## Examination question

The table gives the energy needed to take one more electron from seven triply charged ions, M³⁺ → M⁴⁺, computed for spherical relativistic atoms with X-alpha exchange and no spin polarisation. Below, $I$ is the ionisation energy, $\varepsilon$ the eigenvalue of the highest occupied level, $\langle r\rangle$ the mean radius of that level, $E_x$ the exchange energy of the whole ion, $Z$ the nuclear charge and $k$ the number of electrons in the shell that is ionised.

Triply charged 3d- and 5d-series ions, computed with the radks radial solver and Libxc: spherical all-electron Dirac-Kohn-Sham, Slater X-alpha exchange (alpha = 0.667), no correlation or spin polarisation, point nucleus. NIST's ground configurations are used, with j = l − 1/2 subshells filled first. Ionisation energies are differences of total energies.

```csv
species,Z,electrons,configuration,electron removed from,ionisation energy (eV),−ε(highest occupied) (eV),highest level mean radius (bohr),exchange energy (hartree)
Ti3+,22,19,[Ar] 3d1,3d,41.8966,33.351,1.2696,-37.539
Cr3+,24,21,[Ar] 3d3,3d,46.9573,37.774,1.1122,-43.582
Mn3+,25,22,[Ar] 3d4,3d,49.3515,39.850,1.0487,-46.814
Co3+,27,24,[Ar] 3d6,3d,53.7321,43.626,0.94646,-53.703
Lu3+,71,68,[Xe] 4f14,4f,44.3802,34.021,0.72520,-285.44
Hf3+,72,69,[Xe] 4f14 5d1,5d,32.1089,26.362,1.9304,-292.64
Hg3+,80,77,[Xe] 4f14 5d9,5d,47.4174,40.237,1.4142,-353.61
```

(a) State which rows may be read as one trend, and describe the trend.

(b) Three students explain it. The first says that each added electron screens the added proton only in part. The second says that the size of the orbital alone fixes $I$, as the attraction of a fixed charge at distance $\langle r\rangle$. The third points to the last column and to Hund's rule and says that growing exchange holds the electron more tightly. Give each proposal a quantitative form, estimate $I$ for Co³⁺ from the first, and decide among them as far as the numbers allow.

(c) Explain why $-\varepsilon$ differs from $I$, and what orders the difference.

(d) Say how neighbouring series should behave.

## Model answer

### (a) The rows

The four 3d rows form one series. $I$ rises from 41.90 eV at Ti³⁺ to 53.73 eV at Co³⁺ while $\langle r\rangle$ shrinks by 25.5% of its Ti³⁺ value. The rise per proton falls slightly along the way, being 2.53, 2.39 and 2.19 eV over the three intervals.

Lu³⁺ does not belong to a 5d trend. It has a closed 4f shell and loses a 4f electron, so the drop of 12.27 eV to Hf³⁺ is a change of shell, to an orbital 2.66 times larger. The 5d rows are Hf³⁺ and Hg³⁺; two points fix a rise, 15.31 eV or 1.91 eV per proton, and say nothing of the shape between them.

The states are not the ground terms of the free ions. Spin up and spin down are forced to be equal and each density is spherical, so Cr³⁺ is not the high-spin ⁴F ion, and Mn³⁺ is a filled 3d₃/₂ subshell, not ⁵D. By the filling rule Ti³⁺, Cr³⁺, Mn³⁺ and Hf³⁺ lose a d₃/₂ electron, while Co³⁺ and Hg³⁺ lose a d₅/₂ electron.

### (b) First proposal: incomplete screening

A step along the row adds a proton at the centre and an electron in the same shell as the one to be removed. The new electron is as often outside its fellows as inside them, so it cancels only part of the new pull. The shell contracts and binds more tightly. One further point governs the size of the effect. The repulsion within a pair belongs to both electrons, so in fixing the size of the shell each carries half of it, but an electron that leaves takes the whole of its repulsions away.

A scaled hydrogen-like shell makes this exact. Let $k$ electrons occupy orbitals of principal number $n$ and scale charge $z$ around a core of charge $a$, and let each pair repel by $2s\,z/n^2$. In hartree,

$$E_k(z)=k\frac{z^2}{2n^2}-k\frac{a z}{n^2}+\frac{k(k-1)}{2}\,\frac{2s\,z}{n^2}.$$

Setting $dE_k/dz=0$ gives $z=a-s(k-1)$ and $E_k=-kz^2/2n^2$. After ionisation the remaining $k-1$ electrons have scale charge $z+s$, so that

$$I=\frac{\mathrm{Ry}}{n^{*2}}\left[kz^2-(k-1)(z+s)^2\right],\qquad \mathrm{Ry}=13.606\ \text{eV}.$$

Slater's rules supply the constants, and none is fitted to the table: $s=0.35$; all electrons in inner groups screen fully (18 below 3d, 46 below 4f, 68 below 5d); and $n$ is replaced by $n^*=3$, 3.7 and 4 for the three shells.

For Co³⁺, $z=27-18-0.35\times5=7.25$ and $z+s=7.60$. Then $6\times7.25^2=315.38$ and $5\times7.60^2=288.80$, with difference 26.58, and $I=13.606\times26.58/9=40.2$ eV. The table has 53.73 eV, so the estimate is 13.6 eV too low.

The model gets the sign and rough size of the changes, 35% high for 3d and 10% low for 5d. It gives 15.99 eV for the rise from Ti³⁺ to Co³⁺ against 11.84 eV in the table, and 13.72 eV from Hf³⁺ to Hg³⁺ against 15.31 eV. It also accounts for the shape. Along a row of 3+ d ions $a=4+m$ with $m=k-1$, so $z=4+(1-s)m$, and the bracket becomes

$$16+\left[8(1-2s)-s^2\right]m+(1-s)(1-3s)\,m^2 .$$

The slope carries $1-2s$, not $1-s$, which is the doubling of the pair repulsion described above. The quadratic term nearly vanishes because $s$ is close to one third, and this is why the model's $I$ runs almost straight in $Z$ although each $z^2$ curves upward. With $s=0.35$ the term is $0.65\times(-0.05)\times13.606/9=-0.049$ eV, and a least-squares parabola in $Z$ through the four 3d rows has $-0.057$ eV. The closeness deserves little weight, since the sign changes if $s$ drops by 0.02, and since the four rows mix two $j$ levels; the three d₃/₂ rows alone give $-0.045$ eV. The sound conclusion is that a small curvature needs no spin.

The radii give a second reading that does not use Slater's constants. For a hydrogen-like orbital $\langle r\rangle=[3n^2-l(l+1)]/2z$, which is $10.5/z$ for 3d. Read backwards, the 3d radii give $z$ from 8.27 to 11.09, a gain of 0.56 per proton, and the two 5d radii give 0.82 per proton. Both gains lie between zero (complete screening) and one (none), on either side of Slater's 0.65. The orbitals are not hydrogen-like in shape, least of all 5d, so these charges are only a way of restating the contraction.

The model fails on absolute values: all six d rows come out too low, by 13.6 to 20.1 eV. The standard cause is penetration. In the Cr³⁺ calculation the 3p₃/₂ level has 0.85 of the mean radius of the 3d level, so the 3d electron spends much of its time inside the 3s and 3p cloud that the rules count as a full screen. The charge read from $\langle 1/r\rangle$ of that 3d level is 10.47, about twice Slater's 5.30. This evidence is for one ion. It also shows that no single charge serves for both size and energy, for a charge near ten in the hydrogen formula would bind a 3d electron by well over 100 eV. Charge that lies outside an electron exerts no net force on it and so does not enlarge the orbital, but it does raise the potential and so lowers $I$.

Lu³⁺ is the extreme case of such outer screening. The formula, which counts only the ionised shell, gives 229.10 eV against 44.38 eV. It is complete for the d ions, which have nothing outside the d shell, but in Lu³⁺ eight 5s and 5p electrons lie outside 4f and are pulled in when a 4f electron leaves. Slater's rules give them $z=71-0.35\times7-0.85\times32-28=13.35$ before and 14.20 after, a gain of $8\times(14.20^2-13.35^2)\times13.606/16=159$ eV. The estimate drops to $229-159=70$ eV, still some 25 eV too high, as a small difference of two crude terms, and still far above the model's 30.88 eV for Cr³⁺, where the table has Lu³⁺ below Cr³⁺.

### (b) Second proposal: size alone

The picture is an electron at distance $\langle r\rangle$ from a fixed charge $q$, so that $I=q/\langle r\rangle$ and the product $I\langle r\rangle$ is the same in every row. An unweighted least-squares fit of $I$ to the four 3d rows gives $q=1.905$ hartree bohr and reproduces them within 2.6% of the tabulated $I$, far closer than Slater's rules do.

Carried to the rows outside the fit, the law breaks. It is 16% low for Hf³⁺, 23% low for Hg³⁺ and 61% high for Lu³⁺. No other function of $\langle r\rangle$ that falls steadily can repair this, because the order itself is wrong: Hg³⁺ has a larger orbital than Ti³⁺, by 0.145 bohr, and yet the larger $I$, by 5.52 eV, while Lu³⁺ has the smallest orbital of all and lies below Cr³⁺. At equal radius an orbital of higher $n$ requires a larger effective charge, and an orbital buried under outer shells has its energy raised by them.

Within one shell the relation can be put as $I\propto\langle r\rangle^{-p}$. The end rows give $p=0.85$ for 3d and 1.25 for 5d. A single electron in a rescaled Coulomb field would have $p=2$, and the table excludes that. The shell model gives the direction of the shortfall, because size responds to $s$ and energy to $2s$: for 3d it gives $p=\ln(40.17/24.19)/\ln(7.25/4.00)=0.85$. The same arithmetic for 5d, $\ln(27.33/13.61)/\ln(9.20/4.00)=0.84$, misses the table's 1.25, and the 3d match is a cancellation of errors: the model raises $I$ by a factor 1.66 where the table has 1.28, and shrinks the shell by 45% where the table has 25.5%. The success of $q/\langle r\rangle$ in 3d means only that $p$ happens to lie near one there. Contraction and the rise of $I$ are two results of the same growing field, and neither causes the other.

### (b) Third proposal: exchange

This is the tempting one. Over the 3d rows the correlation coefficient of $I$ with $|E_x|$ is 0.997. But any two quantities that climb smoothly with $Z$ correlate over four points. Over all seven rows the coefficient is $-0.44$, and Hf³⁺ has 7.80 times the exchange energy of Ti³⁺ with 0.77 of its $I$. A straight-line fit of $\ln|E_x|$ to $\ln Z$ over all seven rows gives $|E_x|\propto Z^{1.73}$ within 0.4% of each tabulated value, near the $Z^{5/3}$ of the statistical atom, with no regard to which shell is open. The column is an integral of $\rho^{4/3}$ over the whole density $\rho$, and the core dominates it. From Cr³⁺ to Mn³⁺ it changes by $46.814-43.582=3.232$ hartree, about 88 eV, while $I$ changes by 2.39 eV. Exchange does help to bind the d electron, but what enters $I$ is the change of $E_x$ when the electron leaves, not the total. That change grows as the shell contracts and so carries a share of the rise, much of it offsetting the repulsion of the electron on itself that the Coulomb term includes. It follows the contraction, and the table does not give its size.

The subtler form of the proposal counts parallel spins. A high-spin ion is stabilised by $K$ for each pair of parallel d electrons, and ionisation destroys 0, 2, 3 and 0 such pairs for d¹, d³, d⁴ and d⁶, the last because the single minority-spin electron leaves. A straight line in $Z$ fitted to the 3d rows leaves Ti³⁺ and Co³⁺ about 0.17 eV below it and Cr³⁺ and Mn³⁺ about as far above, which is just the pattern of these counts. Adding the count as a third least-squares term gives $K=0.128$ eV and cuts the largest residual from 0.183 to 0.058 eV.

Three things speak against reading this as Hund's rule. The calculation has equal densities of the two spins, so it contains no majority or minority electron and cannot respond to the count. The parabola, which also has three parameters for the four points, leaves at most 0.013 eV, and the shell model offers a curvature without spin. And the fitted $K$ is far below the roughly 1 eV, a rough recalled size, that holds for real 3d ions. The count merely resembles a downward parabola on these four rows.

The third student is nevertheless right about nature. In real ions $I$ breaks after d⁵, and Mn³⁺ and Co³⁺ both need roughly 51 eV (again a rough recalled value), whereas here Co³⁺ lies $53.73-49.35=4.38$ eV above Mn³⁺. The smoothness of the computed row is in part an artefact of the suppressed spin, and the table also lacks Fe³⁺, the d⁵ ion at which a break would show. The difference between the computed and the real step from Mn³⁺ to Co³⁺ should be laid to spin before it is laid to X-alpha exchange or to the absence of correlation.

One small irregularity is left. A parabola passed exactly through the three d₃/₂ rows overshoots Co³⁺ by 0.136 eV in $I$ and 0.105 eV in $-\varepsilon$, far above the rounding of the table. The sign suits the move to the less tightly bound d₅/₂ level, and the order suits the 3d splitting of 0.110 eV in the Cr³⁺ calculation. The splitting grows with $Z$, so it is larger in Co³⁺ and can cover the whole shortfall. The change of $j$ is the likely cause, though the table holds no run without the splitting that would separate it from the error of a two-proton extrapolation. For Hg³⁺ the same change of $j$ must act in the same direction, and more strongly in so heavy an ion, so the 5d rise is not a pure comparison of like levels.

### (c) Eigenvalue and ionisation energy

As an electron is drawn off bit by bit, the charge in the shell falls and the level sinks, so the last part costs more than the first. Janak's theorem, $\partial E/\partial f=\varepsilon(f)$ for occupation $f$, gives $I=-\int_{k-1}^{k}\varepsilon\,df$. If the level sinks linearly, $\varepsilon(f)=\varepsilon-U(k-f)$, then $I=-\varepsilon+U/2$. Here $U$ is the repulsion of the orbital charge on itself, which local exchange cancels only in part, reduced by the relaxation of the other electrons.

A compact orbital repels itself more, so the gap $I+\varepsilon$ should grow as $\langle r\rangle$ falls. It does so through all seven rows, from 5.75 eV at Hf³⁺ to 10.36 eV at Lu³⁺, across three shells in which $I$ itself does not follow size. The gap is not strictly proportional to $1/\langle r\rangle$. Its product with $\langle r\rangle$ lies between 0.35 and 0.41 hartree bohr for the d rows, falling as each shell fills, and is 0.276 for Lu³⁺. More electrons able to relax, in the shell and for Lu³⁺ outside it, would lower $U$ in this way, but that cause is untested here.

For Cr³⁺ the gap implies $U\approx18.4$ eV, inferred and not computed directly. The bare pull of one more proton on its 3d electron, $\langle1/r\rangle$, is 31.6 eV, and the slope of $I$ there, from the three-row parabola, is 2.44 eV, or 8% of that pull. A step along the row is thus a small remainder of two large terms, which is why a rule with fixed screening constants gets its size only roughly.

### (d) Neighbouring series

In the shell model the slope is nearly proportional to the charge of the core seen by the first d electron, which is 4 for these ions. A row of 2+ ions should therefore lie lower and climb more slowly, with larger orbitals and smaller gaps between $I$ and $-\varepsilon$, and a row of 4+ ions should lie higher and climb faster. The 4d ions of charge 3+ should fall below their 3d partners, as Hf³⁺ falls below Ti³⁺, and near the 5d ions, since the poorly screening 4f shell keeps the 5d ions from growing much larger. The drop from 3d to 5d is milder than the $9/16$ of Slater's $n^*$, the d¹ ratio being 0.77. A 4f row is known to climb more gently than a d row, because electrons in so compact a shell repel strongly and the outer 5s and 5p shells absorb part of each change. With spin polarisation allowed, the 3d line should turn into two rising branches with a drop between d⁵ and d⁶.

## Remarks on the reasoning

An answer earns most by sorting the rows before fitting anything. A curve drawn through Lu³⁺, Hf³⁺ and Hg³⁺ shows a dip that belongs to no series.

Ranking the proposals by residuals on the 3d rows gives the wrong order. The parameter-free screening estimate is more than 13 eV off there, while the one-constant size law is within 3% and the exchange column correlates almost perfectly. Those two are refuted only when carried to the other shells, and the Hund term chiefly by asking whether the calculation can contain it at all. Slater's numbers fare no better there, being 58% and 42% low on the 5d rows and far too high for Lu³⁺. What survives is screening as a mechanism, whose failures have identifiable causes, not Slater's rules as a predictor.

The verdict should be stated with matching care. The table itself refutes size alone and the total exchange energy as rules for $I$. It agrees with incomplete screening in the sign and rough size of both rises, although the size law, fed the computed radii, gives these too (about 14 and 10 eV). Screening is preferred because it also accounts for the contraction, which the size law must take as given, and it places Hg³⁺ above Ti³⁺. The table does not prove it, because screening is never varied independently of $Z$. Penetration and outer screening are arguments from theory, the first backed by the levels of a single ion.
